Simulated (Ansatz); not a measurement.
Ligand exchange: GeH(CH3)F2 + C3H5NO → GeH2F2 + C4H7NO

Species: GeH(CH3)F2, singlet; C3H5NO `N#CCCO`, singlet; GeH2F2 (difluorogermane) `[F][GeH2][F]`, singlet; C4H7NO (3-methoxypropionitrile) `COCCC#N`, singlet. The partners trade CH3 for H: Ge–CH3 and O–H bonds give way to Ge–H and O–CH3.

Shapes, held fixed at every level: PBE0-D4/def2-TZVP. Flexible molecules stand in one conformer, not always the lowest. Programs: Ansatz 0.2.0. Electronic energies: no zero-point or thermal term.

Estimate ΔE of this reaction.

The highest level, CCSD(T)/def2-TZVPP, gives ΔE = +93.2 kJ/mol; the levels span +85.9 to +98.1. The column of differences is taken from that level and isn't an error. No measured value is set beside it here. Relativity is left out for Ge unless named. Correlated rows may include outer-core shells of Ge, which these sets cover unevenly.

| level | kind | ΔE (kJ/mol) | less CCSD(T)/def2-TZVPP |
| --- | --- | --- | --- |
| HF/def2-TZVPP | Hartree–Fock | +85.9 | -7.3 |
| PBE-D4/def2-TZVPP | GGA | +90.5 | -2.7 |
| B3LYP-D4/def2-TZVPP | global hybrid | +87.3 | -5.9 |
| PBE0-D4/def2-TZVPP | global hybrid | +92.9 | -0.3 |
| wB97M-V/def2-TZVPP | range-separated hybrid | +92.3 | -0.9 |
| MP2/def2-TZVPP | perturbation theory | +98.1 | +4.9 |
| CCSD(T)/def2-TZVPP | coupled cluster or CI | +93.2 | 0.0 |

The exchange is strongly uphill in electronic energy at every level, so methyl prefers germanium and hydrogen prefers oxygen. The main reason is probably the loss of the alcohol's O–H bond, which is considerably stronger than the O–C bond of the ether. Replacing Ge–CH3 with Ge–H can't make up for this, since those two bonds are much closer in strength. The fluorines probably add to the cost: they leave germanium electron-poor, and methyl, being more polarisable than hydrogen, stabilises such a centre better.

Hartree–Fock already gives +85.9 of the +93.2 kJ/mol found with CCSD(T), so the preference is not chiefly a correlation effect. Correlation nevertheless favours the reactants, and MP2 overshoots that contribution. The close match between PBE0-D4 and CCSD(T) may owe something to cancellation between the two bond exchanges, and one reaction can't establish a general ranking of functionals. The reverse methyl transfer, from ether to germane, is correspondingly downhill, but nothing here shows whether it has an accessible pathway.
